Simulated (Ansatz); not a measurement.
**Redistribution: C2H5I + C3F6 → CH2FI + C4H3F5**

Species: C2H5I (iodoethane) `CCI`, singlet; C3F6 `FC(F)=C(F)C(F)(F)F`, singlet; CH2FI (fluoroiodomethane) `FCI`, singlet; C4H3F5 `C/C(F)=C(\F)C(F)(F)F`, singlet. The partners trade CH3 for F; both sit on C, so the bond types are kept.

Shapes, held fixed at every level: PBE0-D4/def2-TZVP. Programs: Ansatz 0.2.0. The zero-point and thermal change to 298 K, harmonic and unscaled (PBE0-D4/def2-TZVP), is -0.4 kJ/mol.

```json
{"level": "HF/def2-TZVPP", "kind": "Hartree–Fock", "ΔH(298 K) (kJ/mol)": "-4.0", "less CCSD(T)/def2-TZVPP": "-1.9"}
{"level": "PBE-D4/def2-TZVPP", "kind": "GGA", "ΔH(298 K) (kJ/mol)": "-3.9", "less CCSD(T)/def2-TZVPP": "-1.8"}
{"level": "B3LYP-D4/def2-TZVPP", "kind": "global hybrid", "ΔH(298 K) (kJ/mol)": "-7.9", "less CCSD(T)/def2-TZVPP": "-5.8"}
{"level": "BHLYP-D4/def2-TZVPP", "kind": "global hybrid", "ΔH(298 K) (kJ/mol)": "-6.1", "less CCSD(T)/def2-TZVPP": "-4.0"}
{"level": "CCSD/def2-SVP", "kind": "coupled cluster or CI", "ΔH(298 K) (kJ/mol)": "+3.8", "less CCSD(T)/def2-TZVPP": "+5.9"}
{"level": "CCSD/def2-TZVPP", "kind": "coupled cluster or CI", "ΔH(298 K) (kJ/mol)": "-2.2", "less CCSD(T)/def2-TZVPP": "-0.1"}
{"level": "CCSD(T)/def2-TZVPP", "kind": "coupled cluster or CI", "ΔH(298 K) (kJ/mol)": "-2.1", "less CCSD(T)/def2-TZVPP": "0.0"}
```

The highest level, CCSD(T)/def2-TZVPP, gives ΔH(298 K) = -2.1 kJ/mol; the levels span -7.9 to +3.8. That is about zero within the method's error. They disagree on the sign: 1 of 7 are positive. The column of differences is taken from that level and isn't an error. No measured value is set beside it here. For atoms past krypton def2 sets carry core potentials with scalar relativity. Outer-core shells of I are correlated in most correlated rows, in sets that cover them unevenly.

The exchange is nearly thermoneutral because it conserves the number of C–C and C–F bonds, leaving only differences in their surroundings. Replacing a vinylic fluorine by methyl relieves the unfavourable placement of two fluorines on an sp2 carbon and adds hyperconjugation into the C=C bond. Against this, the geminal C–F stabilisation of the CF2 terminus is lost, and the fluorine–iodine pairing in CH2FI probably makes up for only part of it. The small balance suggests that these effects largely cancel.

The sole positive value comes from CCSD in the smaller basis; with def2-TZVPP the same method gives -2.2 kJ/mol, so the change of sign is a basis-set effect. A compact basis probably describes the polarised density around fluorine unevenly in its vinylic and saturated settings. Perturbative triples barely alter the result, which gives no hint of strong static correlation. Hartree–Fock also lies close to the coupled-cluster value, consistent with substantial cancellation of correlation energy between the two sides. The basis-set shift exceeds the remaining reaction enthalpy, so agreement between CCSD and CCSD(T) doesn't establish a converged sign.
